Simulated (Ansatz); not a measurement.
Abstraction of H: CH7NSi + SbH(CH2)(CH3) → CH6NSi + SbH(CH3)2

Gas-phase species: CH7NSi `CN[SiH3]`, singlet; SbH(CH2)(CH3), doublet; CH6NSi `CN[SiH2]`, doublet; SbH(CH3)2, singlet. A radical takes H: the energy is the difference in strength between the Si–H bond broken and the C–H bond made.

Shapes, held fixed at every level: PBE0-D4/def2-TZVP. Flexible molecules stand in one conformer, not always the lowest. Programs: Ansatz 0.2.0. The zero-point and thermal change to 298 K, harmonic and unscaled (PBE0-D4/def2-TZVP), is +11.0 kJ/mol.

```json
{"level": "MP2/def2-TZVPP", "kind": "perturbation theory", "ΔH(298 K) (kJ/mol)": "-58.9", "less CCSD/def2-SVP": "-10.4"}
{"level": "HF/def2-SVP", "kind": "Hartree–Fock", "ΔH(298 K) (kJ/mol)": "-18.7", "less CCSD/def2-SVP": "+29.8"}
{"level": "PBE-D4/def2-TZVPP", "kind": "GGA", "ΔH(298 K) (kJ/mol)": "-66.1", "less CCSD/def2-SVP": "-17.6"}
{"level": "r2SCAN-D4/def2-TZVPP", "kind": "meta-GGA", "ΔH(298 K) (kJ/mol)": "-50.8", "less CCSD/def2-SVP": "-2.3"}
{"level": "BHLYP-D4/def2-TZVPP", "kind": "global hybrid", "ΔH(298 K) (kJ/mol)": "-40.7", "less CCSD/def2-SVP": "+7.8"}
{"level": "wB97X-V/def2-TZVPP", "kind": "range-separated hybrid", "ΔH(298 K) (kJ/mol)": "-48.2", "less CCSD/def2-SVP": "+0.3"}
{"level": "CCSD/def2-SVP", "kind": "coupled cluster or CI", "ΔH(298 K) (kJ/mol)": "-48.5", "less CCSD/def2-SVP": "0.0"}
```

The highest level, CCSD/def2-SVP, gives ΔH(298 K) = -48.5 kJ/mol; the levels span -66.1 to -18.7. The column of differences is taken from that level and isn't an error. No measured value is set beside it here. Open shells run unrestricted. For atoms past krypton def2 sets carry core potentials with scalar relativity. Outer-core shells of Sb are correlated, in sets that cover them unevenly.

Hydrogen transfer from silicon to carbon is exothermic at every level, so the C–H bond formed is stronger than the Si–H bond broken. The main reason is the better overlap of hydrogen 1s with carbon's compact valence orbitals than with silicon's more diffuse ones. Substituents on the two radical centres, nitrogen next to silicon and antimony next to carbon, probably only modify this preference. The positive zero-point and thermal term fits the same picture: the new C–H bond has stiffer stretching and bending modes than the Si–H bond it replaces, which offsets part of the electronic driving force.

Hartree–Fock and CCSD share a basis, so the 29.8 kJ/mol between them is a correlation effect: correlation favours the products and supplies much of the exothermicity. The direction of transfer is therefore secure, but its magnitude is less so. The near-coincidence of wB97X-V with CCSD doesn't establish the accuracy of either, because a double-zeta basis leaves the correlation energy of the bonds far from converged.
